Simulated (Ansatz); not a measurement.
# Zone-centre E2g and B1g phonons of hcp Ti under uniaxial strain along c, from LDA linear response

The two optical modes of hcp Ti at the zone centre are calculated for cells stretched or compressed along c, with the basal edges and the atoms relaxed at each step. Shifts are counted from the unstrained cell of the same LDA level, and tension is positive. In E2g neighbouring basal planes slide against each other; in B1g they move against each other along c. The question is how far each frequency moves per per cent of strain, and whether the shift can be inverted to give the strain. This matters for residual stress in titanium parts and films, where a Raman line can serve as a local gauge. Only E2g is Raman-active; B1g is silent in both Raman and infrared spectra and has to be reached by inelastic scattering.

## Calculations

One crystal, Ti (hcp) (known phase). It was then strained (uniaxial, along c) with the free edges and the atoms relaxed; labels give the mode at rest and under strain. The structures stem from measured cells of the Crystallography Open Database, directly or through a relaxation at another level; before straining, cell and atoms were relaxed at zero pressure at the same level, inside the symmetry of the start, with no thermal or zero-point expansion. Program: Ansatz 0.2.0, plane waves, LDA, the program's earlier default PAW potentials, scalar-relativistic without spin-orbit coupling, no spin polarisation. Wave-function cutoff 420 eV (the default for the potentials of each cell); on the k meshes (Γ-centred) the least product of divisions and cell-vector length runs from 50 to 53 Å. Occupations: methfessel-paxton smearing of 0.2 eV. Harmonic modes at natural masses come from linear response (density functional perturbation theory), with the acoustic sum rule imposed.

Notes on method and selection:

- Harmonic values at the static lattice; measured values carry thermal expansion and anharmonic shifts at their temperature.
- Modes are followed from row to row by the overlap of their patterns; levels that are degenerate at rest are joined across zero strain by their slopes.
- In cells without a Kohn-Sham gap the frequencies depend on k mesh and smearing; errors of a few per cent are possible.
- Runs that did not converge, have known faults, used another set of PAW files or may not be shown are not listed.

Columns:

- uniaxial strain (%): uniaxial strain along c, tension positive.
- stress (GPa): stress along the strain, tension positive.
- free-edge strain (%): strain of the first free edge.
- second free edge (%): strain of the second free edge.
- E2g (cm⁻¹): zone-centre mode E2g, no LO-TO term.
- B1g (cm⁻¹): zone-centre mode B1g, no LO-TO term.

Input lines of one member:

```
kpoints:
  mp_grid: { grid: [18, 18, 12] }
hamiltonian:
  xc: lda
  pseudopotentials: { kind: paw, azcp: { folder: soft_1 }, xc_functional: pbe }
scf:
  occupations: { method: methfessel_paxton, width: 0.2 }
output:
  eigenvalues: true
phonons:
  method: dfpt
```

Command (options for logging and memory left out): `ansatz run input.yaml --threads 4 --backend cpu`

## The series

| member | uniaxial strain (%) | stress (GPa) | free-edge strain (%) | second free edge (%) | E2g (cm⁻¹) | B1g (cm⁻¹) |
| --- | --- | --- | --- | --- | --- | --- |
| −4.0 % | −4 | −6.20 | 1.35 | 1.35 | 117.2 | 259.4 |
| −3.0 % | −3 | −4.64 | 1.00 | 1.00 | 116.7 | 244.8 |
| −2.0 % | −2 | −3.05 | 0.66 | 0.66 | 116.0 | 229.4 |
| −1.0 % | −1 | −1.49 | 0.33 | 0.33 | ? | ? |
| +0.0 % | 0 | 0.01 | 0.00 | 0.00 | 114.1 | 202.8 |
| +1.0 % | 1 | 1.46 | −0.32 | −0.32 | 112.9 | 195.1 |
| +2.0 % | 2 | 2.87 | −0.64 | −0.64 | 111.2 | 192.0 |
| +3.0 % | 3 | 4.19 | −0.95 | −0.95 | 109.3 | 192.2 |
| +4.0 % | 4 | 5.40 | −1.27 | −1.27 | 107.4 | 194.0 |

Cells marked ? are withheld until the estimate has been made.

Least-squares fits to the members shown, with x = uniaxial strain (%); R² in the fitted variables, residuals in the unit of y:

| y | members | fit | R² | rms residual | leave-one-out rms | standard deviation of y |
| --- | --- | --- | --- | --- | --- | --- |
| B1g (cm⁻¹) | 8 | y = 214.8 − 8.710 x | 0.88 | 8.8 | 12 | 27 |
| E2g (cm⁻¹) | 8 | y = 113.25 − 1.2093 x | 0.96 | 0.68 | 0.97 | 3.6 |

## Interpretation

E2g falls from row to row as c is stretched. Between −2 % and +2 % the mean slope is (111.2 − 116.0) / 4 = −1.2 cm⁻¹ per % of strain, or (111.2 − 116.0) / (2.87 + 3.05) = −0.81 cm⁻¹ per GPa. The line does not split, because strain along c keeps the hexagonal symmetry. As a gauge it is weak: an error of 1 cm⁻¹ in the line position means nearly 1 % in strain.

B1g responds far more strongly, but unevenly. From rest to −4 % it rises by 259.4 − 202.8 = 56.6 cm⁻¹; from rest to +4 % it falls by only 202.8 − 194.0 = 8.8 cm⁻¹. The rows from +2 % to +4 % lie within 2.0 cm⁻¹ of one another, less than the few per cent by which frequencies of a metal can depend on k mesh and smearing. The levelling is clear, the slight upturn is not, and in this range B1g gives no usable measure of strain.

Volume is not the main cause. At −4 % the cell keeps 0.96 × (1 + 1.35/100)² = 0.986 of its volume, while the restoring force, which goes as the frequency squared, grows by a factor (259.4 / 202.8)² = 1.64. Compression along c shortens the bonds between planes, by roughly 2 % here, and so stiffens them. That gives the right sign, but so large a rise is more than ordinary bond stiffening would bring. In the group 4 metals this mode is known to be softened by d electrons near the Fermi level. If that softening is strongest near the unstrained shape and fades on either side, it would steepen the rise under compression and offset the fall under tension. No electronic quantity is tabulated to test this.

The E2g frequency at rest lies well below the measured Raman line. The input combines LDA with PAW potentials labelled PBE, which, like the smearing, may contribute; the slopes are probably safer to use than the absolute positions, since an error common to all rows largely cancels in them.

## A prediction

Plain estimates from the members shown:

- −1.0 %, fit at x = −1: 223.5 cm⁻¹
- −1.0 %, straight-line interpolation between −2.0 % and +0.0 %: w = (−1 − (−2)) / (0 − (−2)) = 0.500, so 229.4 + 0.500 × (202.8 − 229.4) = 216.1 cm⁻¹

The straight-line fit is unsuitable for B1g at −1 %: its rms residual is 8.8 cm⁻¹, and the misses follow the curvature of the data. Interpolation between the two neighbours, 216.1 cm⁻¹, is closer but should lie too high, since the slope flattens from −15.4 cm⁻¹ per % between −3 % and −2 % to −7.7 cm⁻¹ per % between 0 and +1 %, and such a curve runs below its chord.

A cubic through the rows at −3, −2, 0 and +1 % takes this curvature into account. At −1 % its weights are −1/6, 2/3, 2/3 and −1/6:

(2/3) × (229.4 + 202.8) − (1/6) × (244.8 + 195.1) = 214.8 cm⁻¹.

The same weights, applied to the rows at 0, +1, +3 and +4 %, give (2/3) × (195.1 + 192.2) − (1/6) × (202.8 + 194.0) = 192.1 cm⁻¹ at +2 %, against 192.0 in the table. A harder test is the unstrained cell, where the bend is stronger and the gap wider. The cubic through −3, −2, +1 and +2 % gives

−0.2 × 244.8 + 0.5 × 229.4 + 1.0 × 195.1 − 0.3 × 192.0 = 203.2 cm⁻¹,

against 202.8. The misses are 0.1 and 0.4 cm⁻¹. The standard error is set at 0.5 cm⁻¹, slightly above the larger one, because two tests are few. No further shift is added, as the stress and the free-edge strain vary smoothly through this range.

**Committed estimate, −1.0 %: B1g = 214.8 ± 0.5 cm⁻¹.**

## Check

| member | uniaxial strain (%) | stress (GPa) | free-edge strain (%) | second free edge (%) | E2g (cm⁻¹) | B1g (cm⁻¹) |
| --- | --- | --- | --- | --- | --- | --- |
| −1.0 % | −1 | −1.49 | 0.33 | 0.33 | 115.1 | 214.7 |

| member | estimate | B1g (cm⁻¹) | computed | estimate − computed | miss in error bars |
| --- | --- | --- | --- | --- | --- |
| −1.0 % | committed | 214.8 | 214.7 | +0.1 | 0.2 |
| −1.0 % | fit | 223.5 | 214.7 | +8.8 |  |
| −1.0 % | interpolation | 216.1 | 214.7 | +1.4 |  |

The estimate of 214.8 cm⁻¹ lies 0.1 cm⁻¹ above the computed 214.7 cm⁻¹, well inside its error bar of 0.5. Interpolation between the two neighbours is 1.4 cm⁻¹ too high and the straight-line fit 8.8 cm⁻¹ too high. The argument from curvature was right in sign and in size: where the slope flattens steadily towards tension, the curve runs below its chord, and four neighbouring rows suffice to find by how much.

The result says little about the cause of the curvature, since any smooth mechanism would have passed the same test. It does show that B1g varies smoothly from row to row here, to a few tenths of a cm⁻¹. An error from k mesh or smearing would then have to vary smoothly too, but it need not be equal in all rows and could tilt or bend the curve. The slight rise from +2 % to +4 % therefore stays unclear: it belongs to these settings, and no denser mesh is listed to test it.

## Where the trend breaks

Least-squares fits to the whole series, with x = uniaxial strain (%); R² in the fitted variables, residuals in the unit of y:

| y | members | fit | R² | rms residual | leave-one-out rms | standard deviation of y |
| --- | --- | --- | --- | --- | --- | --- |
| B1g (cm⁻¹) | 9 | y = 213.8 − 8.563 x | 0.86 | 8.8 | 12 | 25 |
| E2g (cm⁻¹) | 9 | y = 113.3 − 1.220 x | 0.96 | 0.67 | 0.94 | 3.4 |

Largest departures from the fit to the whole series:

| member | B1g (cm⁻¹) | fit | computed − fit | in rms residuals |
| --- | --- | --- | --- | --- |
| +4.0 % | 194.0 | 179.5 | +14.5 | 1.7 |
| −4.0 % | 259.4 | 248.1 | +11.3 | 1.3 |
| +0.0 % | 202.8 | 213.8 | −11.0 | 1.3 |
| +1.0 % | 195.1 | 205.2 | −10.1 | 1.2 |

The largest departures of B1g from the straight line are +14.5 cm⁻¹ at +4 %, +11.3 at −4 %, −11.0 at rest and −10.1 at +1 %. None exceeds 1.7 rms residuals, and their order gives the reason: both ends lie above the line and the middle lies below it, as happens when a line is drawn through a curve that bends upwards. The fault is in the form of the fit, not in single rows.

Under compression the shortened bonds between the planes help to stiffen the mode, but beyond −1 % the slope becomes nearly constant, at about 15 cm⁻¹ per % of compression. In this series the bend therefore lies around the unstrained cell and under tension, not at the compressed end. That cell, however, is the LDA one, which is clearly smaller than the measured one; even the row at +4 % has less volume per atom than real titanium at rest. Where the bend would fall on a strain scale that starts from the measured cell is not tested. At +4 % bond stretching alone would lower the frequency further, so something must offset it. An electronic softening that is strongest near the unstrained shape and fades under tension has the right sign, and it would also pull down the rows at 0 and +1 %. This remains a conjecture. A mesh or smearing error that changes smoothly with strain could contribute to the same pattern.

## Conclusions and limits

Between −4 % and +4 %, E2g falls at every step towards tension, by 117.2 − 116.7 = 0.5 cm⁻¹ in the first and 109.3 − 107.4 = 1.9 cm⁻¹ in the last. A straight line still predicts an omitted row to about 0.9 cm⁻¹. B1g needs a curve through neighbouring rows, and from +2 % upwards, counted from the LDA cell, it cannot be inverted to a strain. In a crystal of the measured volume that limit may lie elsewhere.

For small strains the rows at ±1 % give an E2g slope of (112.9 − 115.1) / (1.46 + 1.49) = −0.75 cm⁻¹ per GPa. With this slope, a uniaxial stress of 0.3 GPa along c moves the Raman line by only 0.3 × (−0.75) = −0.2 cm⁻¹. Even if the true slope were twice as steep, the shift would stay well below 1 cm⁻¹, so the gauge demands a very well calibrated spectrometer.

Because the calculated E2g line lies well below the measured one, strain should be read from shifts against an unstrained sample, not from the absolute position. Both must be at the same temperature, because warming, which is omitted here, shifts the line as well.

Reading shifts removes a constant offset in frequency, but not an error in the slope. My argument before the estimate, that an error common to all rows largely cancels in the slopes, holds only for such an offset. The restoring force fixes ω², and the slope of ω is the slope of ω² divided by 2ω. If ω² is too low by the same amount in every row, the calculated slope is too steep; if it is too low by the same factor, the slope is too shallow. Besides the potentials and the smearing, the small LDA cell may also affect the position of the E2g line. The series cannot show its share, because volume is never varied at fixed shape. The calculated slopes are therefore a guide to sign and rough size, and a working gauge should be calibrated on a sample under known load.

[Logs are printed without paths, hosts, clocks, repeated set-up lines and the standing remarks that a program may print on its own settings, such as how far it seeks lower states.]
